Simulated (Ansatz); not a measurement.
**A ladder of methods for GeH2O2 (SMILES [OH][Ge][OH])**

GeH2O2: 5 atoms, total charge 0, spin state singlet. SMILES: `[OH][Ge][OH]`. The coordinates come from a PBE0-D4/def2-TZVP relaxation. This is one conformer, not always the lowest.

Each level gives the vertical energy of the triplet above the singlet (eV). The values are calculated.

```
            level                   kind  program  value (eV)  less CCSD(T)/def2-SVPD
     HF/def2-SVPD           Hartree–Fock   Ansatz        2.77                   -0.87
  SVWN5/def2-SVPD                    LDA   Ansatz        4.02                   +0.38
    PBE/def2-SVPD                    GGA   Ansatz        3.83                   +0.19
 revPBE/def2-SVPD                    GGA   Ansatz        3.76                   +0.12
  B3LYP/def2-SVPD          global hybrid   Ansatz        3.91                   +0.27
RPA@PBE/def2-SVPD                    RPA   Ansatz        3.70                   +0.06
    MP2/def2-SVPD    perturbation theory   Ansatz        3.55                   -0.09
CCSD(T)/def2-SVPD  coupled cluster or CI   Ansatz        3.64                    0.00
```

Differences are taken from CCSD(T)/def2-SVPD for orientation; it has basis-set and higher-order errors of its own. All-electron rows without a relativistic Hamiltonian named are non-relativistic. The values span 2.77 to 4.02 eV. In the correlated wave-function rows the outer d shell of Ge is correlated, in sets not made for it.

Every level places the triplet above the singlet at this geometry, as expected for a germylene with two π-donor substituents. The singlet keeps a lone pair of strong 4s character on Ge, while the triplet must promote one of its electrons into the formally empty Ge 4p orbital. Oxygen lone pairs donate into that orbital and raise it, and the electronegative oxygens stabilise the Ge lone pair, so both effects widen the gap.

Hartree–Fock gives by far the smallest value, 2.77 eV, because it omits the correlation of the opposite-spin pair, which favours the singlet. MP2 recovers most of this, ending 0.09 eV below CCSD(T). The density functionals all lie above CCSD(T), and B3LYP lies above both GGAs despite its exact exchange, so the exchange fraction alone doesn't order the results. The closeness of RPA may partly reflect error cancellation. The adiabatic gap should be smaller than these vertical values, since the triplet can relax, probably by opening the O–Ge–O angle.
